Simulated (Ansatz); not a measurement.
# Errors in the atomisation enthalpy at 298 K

6 molecules without hydrogen; the atomisation enthalpy at 298 K in kJ/mol, computed less measured. Shapes, held fixed at every level: PBE0-D4/def2-TZVP. Flexible molecules stand in one conformer, not always the lowest. Thermal terms are harmonic and unscaled (PBE0-D4/def2-TZVP); the spin-orbit lowering of the free atoms is taken from their spectra. Programs: Ansatz 0.2.0. Measured values: Active Thermochemical Tables, CRC Handbook of Chemistry and Physics.

Levels: A = r2SCAN-D4/def2-TZVPP; B = wB97X-V/def2-TZVPP; C = MP2/def2-SVP.

```tsv
molecule	from tabulated heats	A	B	C
IBr (iodine monobromide)	178	-9	-19	-57
Cl2 (chlorine)	243	-2	-5	-69
C2N2 (SMILES [C-]#[N+][N+]#[C-])	1766	-7	+14	-43
CBr2Cl2 (dibromodichloromethane)	1180	+11	-17	-78
GeF4 (tetrafluorogermane)	1880	+20	+19	-7
C2Cl2F4 (dichlorotetrafluoroethane)	2931	+32	+6	-39
```

Problem. Sum up the errors.

Solution. 
```tsv
level	kind	mean error	mean absolute error	worst case
r2SCAN-D4/def2-TZVPP	meta-GGA	+7.5	13.5	C2Cl2F4
wB97X-V/def2-TZVPP	range-separated hybrid	-0.3	13.3	IBr
MP2/def2-SVP	perturbation theory	-48.8	48.8	CBr2Cl2
```

On this set wB97X-V/def2-TZVPP has the smallest mean absolute error and MP2/def2-SVP the largest. MP2/def2-SVP is too low in 6 of 6. The heats of GeF4 come from older tables and can be uncertain by 10 kJ/mol or more. The molecules' own spin-orbit binding is left out, so errors for heavy halides read too negative. Heats of the atoms come from ATcT where it has them. The levels differ in basis as well as in method. With so many references in doubt the order of the levels isn't settled. The tabulated value of C2Cl2F4 is in doubt (older tables, estimates, or at odds with other calculations) and kept here. Over the 5 molecules whose values aren't doubted the mean absolute errors are A 9.8; B 14.8; C 50.8. The smallest two are near a tie. Correlated wave functions converge slowly with the basis. For atoms past krypton def2 sets carry core potentials with scalar relativity. Relativity is left out for Br, Ge. Outer-core shells of Br, Ge, I are correlated, in sets that cover them unevenly. The set is small.

The near-zero mean error of wB97X-V reflects cancellation between overbound and underbound molecules, not uniformly small errors. MP2 instead underbinds throughout, and most tellingly in Cl2, where it misses 69 of 243 kJ/mol in a single bond. Atomisation turns paired electrons into separated, largely high-spin atoms, so the molecule has more correlation energy to recover than its fragments. A split-valence basis with few polarisation functions describes that extra correlation poorly, and also limits the polarisation of the halogen lone pairs. The deficit is therefore probably due mainly to the basis; near the basis limit, MP2 often overbinds multiply bonded molecules such as C2N2.

The shortfall doesn't simply grow with the number of bonds: Cl2 has a larger one than C2N2, despite the latter's two formal triple bonds. The small MP2 error for GeF4 suggests compensation between basis incompleteness and other errors, not a better description of polar bonds. Errors in full atomisation don't carry over directly to reactions that conserve bond types, where much of the imbalance would cancel.
